# What lifts the double degeneracy at X in germanium?

Without spin, every level of diamond-structure Ge at X is doubly degenerate. Which changes split the doublets, in which direction, and by how much? Answer each **Predict** before reading on.

## The tool

An operation $\{R|\mathbf t\}$ sends $e^{i\mathbf K\cdot\mathbf r}$ to $e^{-iR\mathbf K\cdot\mathbf t}\,e^{iR\mathbf K\cdot\mathbf r}$. A shell of waves $\mathbf K=\mathbf k+\mathbf G$ of equal length therefore has

$$\chi(\{R|\mathbf t\})=\sum_{R\mathbf K=\mathbf K}e^{-i\mathbf K\cdot\mathbf t},\qquad n_\alpha=\frac1g\sum\chi_\alpha^*\chi .$$

The second sum takes one $\{R|\mathbf t\}$ for each of the $g$ rotations that leave $\mathbf k$ fixed modulo $\mathbf G$. A lattice translation added to $\mathbf t$ multiplies $\chi_\alpha$ and $\chi$ by the same Bloch phase, which cancels. The secular matrix splits into blocks whose size is $n_\alpha$ summed over shells, each repeated $d_\alpha$ times. For example, the eight (111) waves at $\Gamma$ in fcc have $\chi=8,2,4$ on $E$, $8C_3$, $6\sigma_d$ and zero elsewhere, giving $\Gamma_1+\Gamma_{2'}+\Gamma_{25'}+\Gamma_{15}$.

## Unperturbed Ge at X

The origin is a bond centre, with atoms at $\pm\boldsymbol\tau$, $\boldsymbol\tau=\frac a8(1,1,1)$. Wave vectors are in units of $2\pi/a$, $\mathbf k=(0,0,1)$ and $g=16$.

**Predict:** do the inversion $\{I|0\}$ and the glide $\gamma=\{m_x|-\frac a4(0,1,1)\}$ commute?

Their two products differ by the translation $-\frac a2(0,1,1)$, whose Bloch factor at X is $-1$. They anticommute, so no one-dimensional representation exists.

The lowest shells are $A_\pm=(0,0,\pm1)$ and $B_{1,2}=\pm(1,1,0)$, $B_{3,4}=\pm(1,-1,0)$. Only six operations have non-zero characters ($\mathbf t$ in units of $a/4$):

| $R\mathbf r$ | $xyz$ | $\bar x\bar yz$ | $yxz$ | $\bar y\bar xz$ | $\bar y\bar x\bar z$ | $yx\bar z$ |
|---|---|---|---|---|---|---|
| $\mathbf t$ | 0 | (1,1,0) | 0 | (1,1,0) | 0 | $-$(1,1,0) |
| $\chi_A$ | 2 | 2 | 2 | 2 | 0 | 0 |
| $\chi_B$ | 4 | 0 | 2 | 2 | 2 | $-2$ |

Since $\frac1{16}\sum|\chi_A|^2=1$, the pair is irreducible; it is $X_1$. With $\sum d_\alpha^2=16$ this leaves four doublets, $X_1$ to $X_4$. Shell $B$ has norm 2 and overlap 1 with $X_1$, and the remainder is $X_4$.

Take $H_{\mathbf{KK}'}=\varepsilon K^2\delta_{\mathbf{KK}'}+V_{\mathbf K-\mathbf K'}$ with $V_{\mathbf G}=V_{G^2}\cos\mathbf G\cdot\boldsymbol\tau$ and $V_0=0$. The symmetrised waves, each divided by $\sqrt2$, are $e,o=A_+\pm A_-$, $P=B_3+B_4$, $Q=B_1-B_2$, $S_1=B_1+B_2$, $S_2=B_3-B_4$. The pairs $(e,P)$ and $(o,Q)$ share one block,

$$H_0=\begin{pmatrix}\varepsilon&\sqrt2V_3\\ \sqrt2V_3&2\varepsilon+V_8\end{pmatrix},$$

and $S_{1,2}$ form $X_4$ at $2\varepsilon-V_8$.

The inputs are $a\approx5.66$ Å, so that $\varepsilon=\hbar^2(2\pi/a)^2/2m=4.695$ eV, and typical empirical form factors (Cohen and Bergstresser, 1966): $V_3=-3.13$, $V_8=0.14$, $V_{11}=0.82$ eV. The six-wave model gives $X_1$ at 2.07 and 12.16 eV and $X_4$ at 9.25 eV. The lower (valence) eigenvector is $(\cos\theta,\sin\theta)$ and the upper (conduction) one is $(-\sin\theta,\cos\theta)$, with $\cos^2\theta=0.740$, $\sin^2\theta=0.260$, $\sin2\theta=0.878$.

The basis is short. The eight waves of type $(2,0,1)$, with $K^2=5$, have $\chi=0$ except at $E$ and contain each $X_\alpha$ once. Their summed squared coupling is $2(V_3-V_{11})^2$ to each $S$ and $2(V_3+V_{11})^2$ to $P$ or $Q$. With the shell placed at $5\varepsilon$, second order lowers $X_4$ by about 2.2 eV and, through the weight $\cos^2\theta$, the upper $X_1$ by about 0.7 eV.

## Change 1: strain along a cube axis

**Predict** the effect of heating, pressure, or biaxial strain on a (001) substrate.

Inversion and all three glides normal to cube axes survive, so each X point keeps an anticommuting pair and the splitting is zero. At $(0,0,1)$ the entries of $H_0$ change, but the block still occurs twice. Biaxial strain merely shifts $X_z$ against $X_x$ and $X_y$.

## Change 2: move off X

**Predict** for $\mathbf k=(0,0,1+\kappa)$, on the line $\Delta$, and for $\mathbf k=(\kappa,0,1)$, on the line Z.

On $\Delta$ inversion is lost and the kinetic energies of $A_\pm$ become $\varepsilon(1\pm\kappa)^2$. The term $2\varepsilon\kappa$ couples $e$ to $o$, so each $X_1$ splits linearly in proportion to its $A$ weight:

$$\Delta E_v=4\varepsilon|\kappa|\cos^2\theta,\qquad\Delta E_c=4\varepsilon|\kappa|\sin^2\theta .$$

For $|\kappa|=0.05$ the model gives 0.69 and 0.24 eV. One conduction branch falls on leaving X, so X is no band minimum. $X_4$ has no $A$ weight and continues as the doublet $\Delta_5$.

On Z the glides $\{m_y|-\frac a4(1,0,1)\}$ and $\{m_z|-\frac a4(1,1,0)\}$ remain. Their products differ by $\frac a2(0,1,-1)$, with phase $-1$ for every $\kappa$, so nothing splits.

## Change 3: make the two atoms different

Replace Ge$_2$ by GaAs at fixed $a$ and $V_{G^2}$, with the cation at $-\boldsymbol\tau$. The potential gains $iV^A_{G^2}\sin\mathbf G\cdot\boldsymbol\tau$, where $V^A=(v_{\rm cation}-v_{\rm anion})/2$. Typical values are $V^A_3=0.95$ and $V^A_4=0.68$ eV.

**Predict** which doublets split and which partner drops.

Inversion and the glides exchange the sublattices and are lost. The combinations $e\mp io\propto\cos(2\pi z/a\mp\pi/4)$ peak on the anion and the cation planes respectively, so the anion state should drop. The $X_4$ pair has character $-2$ under the surviving twofold rotation about $z$, which makes it a doublet ($X_5$) of the remaining group $D_{2d}$.

The new term joins $(e,P)$ to $(o,Q)$ through $-iM$ and leaves $S_{1,2}$ untouched, so the blocks become $H_0\pm M$:

$$M=\begin{pmatrix}V^A_4&\sqrt2V^A_3\\ \sqrt2V^A_3&2V^A_4\end{pmatrix}.$$

The block $H_0-M$ contains $V_3-V_3^A=v_{\rm anion}$ and belongs to $e-io$. To first order,

$$\langle M\rangle_v=V_4^A(1+\sin^2\theta)+\sqrt2V_3^A\sin2\theta=0.86+1.18\ \text{eV},$$

$$\langle M\rangle_c=V_4^A(1+\cos^2\theta)-\sqrt2V_3^A\sin2\theta=1.18-1.18\ \text{eV}.$$

The valence splitting is $2\langle M\rangle_v=4.07$ eV, or 4.04 eV from the full blocks, with the anion level lower. The conduction terms cancel, and the blocks leave 0.04 eV. That residue is small against the neglected 0.7 eV, whose couplings differ between the blocks on the relative scale $V^A_3/|V_3|=0.30$. The model says that the conduction splitting is much the smaller one, and it fixes neither its sign nor its size.

## Change 4: slide the sublattices

Move the atoms to $\pm(\boldsymbol\tau+\mathbf u/2)$, a frozen zone-centre optical phonon. This internal displacement also accompanies shear strain. For $u=0.05$ Å the harmonic cost is $\frac12\mu\omega^2u^2=15$ meV per cell, from $\mu=M_{\rm Ge}/2$, $M_{\rm Ge}\approx72.63$ amu and the measured 300.9 cm$^{-1}$ at 300 K (compiled value, Ioffe Institute).

**Predict** for $\mathbf u\parallel x$ and for $\mathbf u\parallel z$.

For $\mathbf u\parallel x$, $\gamma$ still maps one atom on the other and inversion survives, so $X_z$ stays degenerate. For $\mathbf u\parallel z$ eight operations survive, namely the six in the table, $I$ and $m_z$. Their translations lie in the $xy$ plane, they commute at $X_z$, and every doublet may split. The wave $e\propto\cos(2\pi z/a)$ is bonding across the layers at $z=\pm a/8$, which $u>0$ pulls apart. The valence $e$ level should rise above its $o$ partner.

The phase of $\mathbf G=(h,k,l)$ gains $l\varphi$ with $\varphi=\pi u/a=0.0278$. The (002) component is no longer forbidden, and the blocks are (upper signs for $e,P$)

$$\begin{pmatrix}\varepsilon\mp V_4\sin2\varphi&2V_3\cos(\frac\pi4\pm\varphi)\\ 2V_3\cos(\frac\pi4\pm\varphi)&2\varepsilon+V_8\end{pmatrix}.$$

The fit to perfect Ge does not fix $V_4$; assume $-2.0$ eV, interpolated between $V_3$ and $V_8$. To first order,

$$E_e-E_o=2\varphi\,(-2V_4\cos^2\theta-\sqrt2V_3\sin2\theta)=13.7\,\varphi\ \text{eV (valence)},$$

$$E_e-E_o=2\varphi\,(-2V_4\sin^2\theta+\sqrt2V_3\sin2\theta)=-5.7\,\varphi\ \text{eV (conduction)}.$$

The model's splittings are $+0.38$ and $-0.16$ eV, opposite in sign and odd in $u$.

**Predict:** $S_1$ and $S_2$ stay degenerate in six waves. Is that symmetry?

It is truncation, because all $B$–$B$ differences have $l=0$. The squared couplings to the $K^2=5$ shell scale as $1-\sin2\varphi$ for $S_1$ and $Q$, and as $1+\sin2\varphi$ for $S_2$ and $P$. This puts $S_1$ about 0.2 eV above $S_2$ and adds about $-0.08$ eV to the conduction splitting, half its six-wave value. The conduction figure is therefore an order of magnitude only.

## Change 5: switch on spin–orbit coupling

**Predict:** the measured valence splitting at $\Gamma$ is 0.3 eV (compiled value, Peralta 2006). What is it at $X_4$?

It is zero. Inversion does not act on spin and still anticommutes with $\gamma$, so each level holds both parities. Time reversal $T$ times $I$ conserves $\mathbf k$ and parity and squares to $-1$, which doubles each parity. Every level is at least fourfold, and $X_4$ with spin has exactly four states. In GaAs this protection is gone and $X_5$ may split.

## How far the numbers carry

The zeros forced by symmetry hold for any potential and any basis of complete shells. The sizes belong to a six-wave model whose form factors were fitted with a far larger basis. As typical knowledge, not measurement: the model's $X_4$–$X_1$ separation of 2.9 eV lies about a third below the 4 to 4.5 eV usual for Ge, and the $K^2=5$ shell widens it by about 1.5 eV; its GaAs valence splitting lies about a third above the usual 3 eV; and its conduction residue lies an order of magnitude below the usual 0.3 to 0.4 eV.